**Seminar: reference-state infrared singularities, worked out on the 1s doublet of Sn⁴⁸⁺**

**1. Conventions and the basic integral**

I use $\hbar=c=m_e=1$, $\alpha=e^2/4\pi$, the Furry picture with a point nucleus, and the Feynman gauge. The photon gets a small mass $\mu$. The electron–electron interaction is

$$I(\omega)=\alpha\,(1-\boldsymbol\alpha_1\cdot\boldsymbol\alpha_2)\,\frac{e^{i\sqrt{\omega^2-\mu^2+i0}\;r_{12}}}{r_{12}},\qquad \operatorname{Im}\sqrt{\cdots}\ge 0 .$$

An inner electron line in a positive-energy state $n$ carries $1/(\varepsilon_a\mp\omega-\varepsilon_n+i0)$. If two such lines both sit on states with $\varepsilon_n=\varepsilon_a$, we meet a double pole at $\omega=0$. Let $\phi(s)$ be a product of matrix elements of $I$ that depends on $\omega$ only through $s=-i\sqrt{\omega^2-\mu^2+i0}$. Subtract its value at $\omega=0$, which costs nothing because $\int d\omega/(\omega-i0)^2=0$. Rotate $\omega=iy$, so that $s=\sqrt{y^2+\mu^2}$, and integrate by parts:

$$\frac{i}{2\pi}\int\frac{d\omega\,\phi}{(\omega-i0)^2}=\frac1\pi\int_0^\infty\!dy\,\frac{\phi(s)-\phi(\mu)}{y^2}=\frac1\pi\int_\mu^\infty\frac{\phi'(s)\,ds}{\sqrt{s^2-\mu^2}}\equiv\frac{N[\phi]}{\pi}.$$

For $\phi=e^{-sR}$ this is exact: $N=-R\,K_0(\mu R)\to R\,[\ln(\mu R/2)+\gamma_E]$. For general $\phi$ a second integration by parts gives

$$N[\phi]\to\phi'(0)\ln\frac{2}{\mu}-\int_0^\infty\phi''(s)\ln s\,ds .$$

The divergence is fixed by the slope $\phi'(0)$ alone. One photon has $R=r_{12}$, and its $1/r_{12}$ cancels the prefactor $R$, leaving $(\alpha/\pi)(1-\boldsymbol\alpha_1\cdot\boldsymbol\alpha_2)(\ln\mu+\ln r_{12}+\text{const})$. Two photons have $R=r_{12}+r_{34}$.

**2. Which diagrams carry the double pole**

In the crossed diagram for $1s^2$ both inner electrons have energy $\varepsilon_{1s}-\omega$. With both on the $1s$ level,

$$\Delta E_{\rm cr}=+\frac{i}{2\pi}\int d\omega\,\frac{\langle I(\omega)I(\omega)\rangle_{\rm cr}}{(\omega-i0)^2}.$$

In the ladder the energies are $\varepsilon_{1s}\mp\omega$, the two poles pinch the contour, and the formula fails. These states form the reducible part. I treat it with Shabaev's two-time Green's function. Put $\delta=E-2\varepsilon_{1s}$. A pair of $1s$ propagators with relative energy $x$ equals $D(x)/\delta$, where

$$D(x)=\frac{1}{\delta/2+x+i0}+\frac{1}{\delta/2-x+i0}.$$

For $\varphi$ even in $x$ and smooth at the origin,

$$\frac{i}{2\pi}\int dx\,D\,\varphi=\varphi(0)+\delta\,\mathcal L[\varphi]+\dots,\qquad \mathcal L[\varphi]=-\frac{i}{2\pi}\int\frac{dx\,\varphi(x)}{(x-i0)^2}.$$

The one-photon function has two such pairs and the ladder has three. With $I_0=I(0)$ in the reference state,

$$g_1=\frac{I_0+2\delta\,\mathcal L[I]}{\delta^2}+\dots,\qquad g_2=\frac{I_0^2+\delta\,(2I_0\mathcal L[I]+\mathcal L[I^2])}{\delta^3}+\dots$$

The second-order shift is $\operatorname{Res}(\delta g_2)-\operatorname{Res}(\delta g_1)\operatorname{Res}(g_1)$ at $\delta=0$. The terms $2I_0\mathcal L[I]$ drop out, and

$$\Delta E_{\rm red}=-\frac{i}{2\pi}\int d\omega\,\frac{\langle I(\omega)I(\omega)\rangle_{\rm lad}}{(\omega-i0)^2}.$$

The two terms have the same kernel and opposite signs.

*Question: So the ladder and its reducible part are not finite by themselves?*

Not in the Feynman gauge. The irreducible ladder excludes the $1s\,1s$ states and has no such divergence to offer. The partner of the reducible ladder is the crossed diagram. It plays the role that the vertex diagram plays for the self-energy in an external field.

*Question: Why is the photon mass needed before the residues are taken?*

For $\mu=0$ the photon cuts reach $\delta=0$, and the expansion in $\delta$ contains $\ln\delta$. With $\mu>0$ the pole is isolated and a small contour encloses it alone. The limit $\mu\to0$ comes last.

**3. The smallest model**

Keep only the two $1s_{1/2}$ substates, so four two-electron states. Let $\boldsymbol\sigma$ act on the label $m=\pm\frac12$. For Dirac $1s$ orbitals the transition density is $\rho(r)\delta_{mm'}$ and the transition current has the form $\alpha Z\,\rho(r)\,\boldsymbol\sigma\times\hat{\mathbf r}$. Rotational invariance then gives, exactly in $\alpha Z$,

$$I\to\alpha\,[A(s)+B(s)\,\boldsymbol\sigma_1\cdot\boldsymbol\sigma_2].$$

The reference state is the singlet, $\boldsymbol\sigma_1\cdot\boldsymbol\sigma_2=-3$. The two diagrams differ only in the order of the vertices on the second line:

$$\text{ladder: }\sigma_1^i\sigma_1^j\sigma_2^i\sigma_2^j=3-2\,\boldsymbol\sigma_1\cdot\boldsymbol\sigma_2\to9,\qquad \text{crossed: }\sigma_1^i\sigma_1^j\sigma_2^j\sigma_2^i=3+2\,\boldsymbol\sigma_1\cdot\boldsymbol\sigma_2\to-3 .$$

Hence

$$\phi_{\rm lad}=A^2-6AB+9B^2,\qquad \phi_{\rm cr}=A^2-6AB-3B^2,\qquad \Delta E_{\rm red}+\Delta E_{\rm cr}=-\frac{12\alpha^2}{\pi}N[B^2].$$

Now the slopes. The term of $e^{-sr}/r$ linear in $s$ is the constant $-s$. It therefore measures total charge and total current. The charge gives $A'(0)=-1$. The current gives $B'(0)=0$, because $\langle 1s\,m|\boldsymbol\alpha|1s\,m'\rangle=0$ by parity. Both diagrams have the slope $-2(A_0-3B_0)$, with $A_0=A(0)$ and $B_0=B(0)$. With the one-photon energy $E_1=\alpha(A_0-3B_0)$,

$$\Delta E_{\rm red}=-\frac{2\alpha}{\pi}E_1\ln\mu+\dots,\qquad \Delta E_{\rm cr}=+\frac{2\alpha}{\pi}E_1\ln\mu+\dots,$$

and $B^2$ has zero slope, so the sum is finite. That is the cancellation. The factor 2 counts which of the two photons is soft.

**4. Closed form**

For closed formulas I take the Schrödinger density, with form factor $\rho(q)=(1+q^2/\kappa^2)^{-2}$ and $\kappa=2\alpha Z$. The current is then $\frac12\nabla\times(\rho\boldsymbol\sigma)$. Averaging $(\mathbf q\times\boldsymbol\sigma_1)\cdot(\mathbf q\times\boldsymbol\sigma_2)$ over angles gives $\frac23q^2\boldsymbol\sigma_1\cdot\boldsymbol\sigma_2$, so

$$A=\frac2\pi\int_0^\infty\frac{q^2\rho^2dq}{q^2+s^2},\qquad B=-\frac{1}{3\pi}\int_0^\infty\frac{q^4\rho^2dq}{q^2+s^2}.$$

With $t=s/\kappa$, $w=1+t$ and $\eta=\kappa^2/6$, the integrals are $A=\frac{\kappa}{16}a$ and $B=-\frac{\kappa}{16}\eta\,b$, where

$$a=w^{-2}+2w^{-3}+2w^{-4},\qquad b=w^{-2}+2w^{-3}-2w^{-4}=1-t^2a .$$

At $t=0$, $a=5$ and $b=1$. Thus $A_0=\frac58\alpha Z$ is the Coulomb integral, and $B_0=-(\alpha Z)^3/12$ is the spin–spin contact term $-\frac{2\pi}{3}\langle\delta^3(\mathbf r_{12})\rangle$ with $\langle\delta^3\rangle=(\alpha Z)^3/8\pi$.

In the variable $t$, with $\Lambda=\ln(2\kappa/\mu)$ and harmonic numbers $H_k$, the asymptotic formula gives $N[w^{-k}]=-k(\Lambda-H_k)$. The products are

$$a^2=w^{-4}+4w^{-5}+8w^{-6}+8w^{-7}+4w^{-8},$$
$$ab=w^{-4}+4w^{-5}+4w^{-6}-4w^{-8},\qquad b^2=w^{-4}+4w^{-5}-8w^{-7}+4w^{-8},$$

and therefore

$$N[a^2]=-160\Lambda+\tfrac{14132}{35},\qquad N[ab]=-16\Lambda+\tfrac{904}{35},\qquad N[b^2]=-\tfrac{148}{35}.$$

With $\epsilon_0=\alpha^2(\alpha Z)\,m_ec^2/128\pi$,

$$\Delta E_{\rm red}=-\epsilon_0\{N[a^2]+6\eta N[ab]+9\eta^2N[b^2]\},\qquad \Delta E_{\rm cr}=\epsilon_0\{N[a^2]+6\eta N[ab]-3\eta^2N[b^2]\},$$

$$\boxed{\Delta E_{\rm red}+\Delta E_{\rm cr}=\frac{37}{210\pi}\,\alpha^2(\alpha Z)^5\,m_ec^2=0.05608\,\alpha^2(\alpha Z)^5\,m_ec^2 .}$$

The sign is easy to read: $-N[b^2]=\int_0^\infty(1-b^2)\,dt/t^2$, and $b$ stays between 0 and 1.

**5. Numbers for Sn⁴⁸⁺**

For $Z=50$ and CODATA constants, $\alpha Z=0.3649$, $\kappa=372.9$ keV, $\eta=0.08875$ and $\epsilon_0=24.69$ meV. The model's one-photon energy is $E_1=896$ eV, and $2\alpha E_1/\pi=4.1608$ eV. Then, in eV,

$$\Delta E_{\rm red}=4.1608\,\Lambda-10.3014,\qquad \Delta E_{\rm cr}=-4.1608\,\Lambda+10.3113 .$$

| $\mu/\kappa$ | $\Delta E_{\rm red}$ (eV) | $\Delta E_{\rm cr}$ (eV) | sum (eV) |
|---|---|---|---|
| $10^{-5}$ | 40.4858 | −40.4759 | 0.0099 |
| $10^{-6}$ | 50.0664 | −50.0565 | 0.0099 |
| $10^{-7}$ | 59.6470 | −59.6371 | 0.0099 |

The entries come from unrounded coefficients. Corrections to the asymptotic form are of order $(\mu/\kappa)^2\Lambda$ and do not touch these digits. The four decimals are the model's arithmetic and serve only to display the cancellation. Each part moves by 9.58 eV per decade of $\mu$. The model's remainder is 9.87 meV.

*Question: Your $A$ lacks its own relativistic correction of order $(\alpha Z)^3$, which is as large as $B_0$. Does that not spoil everything?*

It changes $E_1$ and both divergent columns by a relative amount of order $(\alpha Z)^2=0.133$, so by electronvolts. It cannot change the sum, since $A$ enters $\phi_{\rm lad}$ and $\phi_{\rm cr}$ identically. Only $B$ matters there.

*Question: And the relativistic correction to $B$? Four currents could make it large.*

It can be computed. The Dirac density is $\rho\propto r^{n-2}e^{-\kappa r}$ with $n=2\sqrt{1-(\alpha Z)^2}=1.862$. With $x=q/\kappa=\tan\theta$, the factor $x/(1+x^2)^2$ of the current is replaced by $F=\int d^3r\,\rho\,j_1(qr)$, that is

$$F=\frac{\cos^{n-1}\!\theta\,\sin[(n-1)\theta]}{n(n-1)x^2}-\frac{\cos^n\!\theta\,\cos n\theta}{n\,x}.$$

Doing the $t$ integral first, $148/35$ becomes

$$\frac{512}{\pi}\int_0^\infty\!\!dx\int_0^\infty\!\!dx'\,F^2(x)F^2(x')\left[\frac1x+\frac1{x'}-\frac1{x+x'}\right].$$

At $n=2$ this returns $148/35$. At $Z=50$ it differs from that value by less than 5 per cent, because $F$ falls at small $x$ and rises at large $x$. For a point nucleus the remainder is therefore about 10 meV.

*Question: How does that compare with the whole two-photon exchange?*

The nonrelativistic second-order term of the $1/Z$ expansion has the typical value $-0.158$ hartree, or $-4.3$ eV. It sits in the irreducible ladder, which my model omits. The reference-state remainder is about 0.2 per cent of it in magnitude. So 10 meV is one small entry in the two-photon budget and is not observable by itself.

**6. Comparison with the general statement**

In coordinate space $a$ and $b$ are averages of $e^{-tr}/r$ over the interelectron distance $r$, in units of $1/\kappa$, with the weights

$$W_{a}=e^{-r}\left(r^2+r^3+\tfrac13r^4\right),\qquad W_{b}=e^{-r}\left(r^2+r^3-\tfrac13r^4\right).$$

They integrate to 16 and to 0. These are the statements about charge and current again. Using $N[e^{-tR}]$ with $R=r_{12}+r_{34}$,

$$N[b^2]=\iint dr_{12}\,dr_{34}\,W_b(r_{12})W_b(r_{34})\left(\frac1{r_{12}}+\frac1{r_{34}}\right)\ln(r_{12}+r_{34})=-\frac{148}{35}.$$

The constants $\ln\mu$, $\gamma_E$ and $\ln2$, and the unit of length in the logarithm, all multiply $\int W_b\,dr=0$. For two exchanged photons the logarithmic remainder thus contains $\ln(r_{12}+r_{34})$, weighted by $1/r_{12}+1/r_{34}$. It does not factor into one-photon integrals.

The plain $\langle\ln r_{12}\rangle$ belongs to the one-photon case, and the same doublet shows it. Take the self-energy of a single $1s$ electron with a static perturbation $V$, a $2\times2$ matrix in $m$. The self-energy is $\frac{i}{2\pi}\int d\omega\,I/(\varepsilon-\omega-\varepsilon_n+i0)$. The reducible part is $V$ times its $\varepsilon$ derivative, which brings a minus sign. The vertex part has $V$ between two $1s$ propagators. So

$$\text{vertex: }+\frac{\alpha}{\pi}N[AV+B\sigma^iV\sigma^i],\qquad \text{reducible: }-\frac{\alpha}{\pi}N[(A+3B)V].$$

Since $A'(0)=-1$, these diverge as $\pm(\alpha/\pi)V\ln\mu$, as the general statement says. For a scalar $V$ they cancel completely. For a magnetic $V\propto\sigma_z$ one has $\sigma^i\sigma_z\sigma^i=-\sigma_z$, and $-4BV$ survives. With $N[b]=\int W_b\ln r\,dr=-8/3$ the remainder is

$$-\frac49\,\frac{\alpha}{\pi}(\alpha Z)^2\,V=-1.4\times10^{-4}\,V\quad(Z=50),$$

to leading order in $\alpha Z$. The pattern is the same in both cases. A soft photon couples to the charge, which is the unit matrix among degenerate states and commutes with everything. The order of the vertices then does not matter, and the opposite signs cancel the logarithm. Only the current part, which does not commute, survives, and it has no soft coupling.

*Question: What happens in the Coulomb gauge?*

There $A$ is the instantaneous Coulomb integral $A_0$, with no slope. The $1s$–$1s$ currents are divergence-free, so $B$ is unchanged. Replace $a$ by 5. Then $N[a^2]=0$ and $N[ab]=-40/3$, which gives $\Delta E_{\rm red}=0.183$ eV and $\Delta E_{\rm cr}=-0.173$ eV in the model. Each is finite at $\mu=0$, and the sum is the boxed result again. The divergence depends on the gauge. For $1s^2$ this reference-state sum does not differ between the two gauges.

*Question: What if only one inner line is on the reference level?*

Then the pole is simple. The constant part of the numerator gives an ordinary residue. The part linear in $|\omega|$ gives $|\omega|/\omega$, which is bounded. No logarithm arises.

*Question: How is this used in a numerical calculation?*

One removes the $1s\,1s$ terms from the crossed diagram before rotating the $\omega$ contour, adds them to the reducible ladder under one integral, and sets $\mu=0$. What remains is

$$\frac{12\alpha^2}{\pi}\int_0^\infty dy\,\frac{B_0^2-B^2(y)}{y^2},$$

whose integrand is finite at $y=0$. The table shows the price of doing otherwise: a 10 meV answer taken from the difference of two numbers of tens of electronvolts.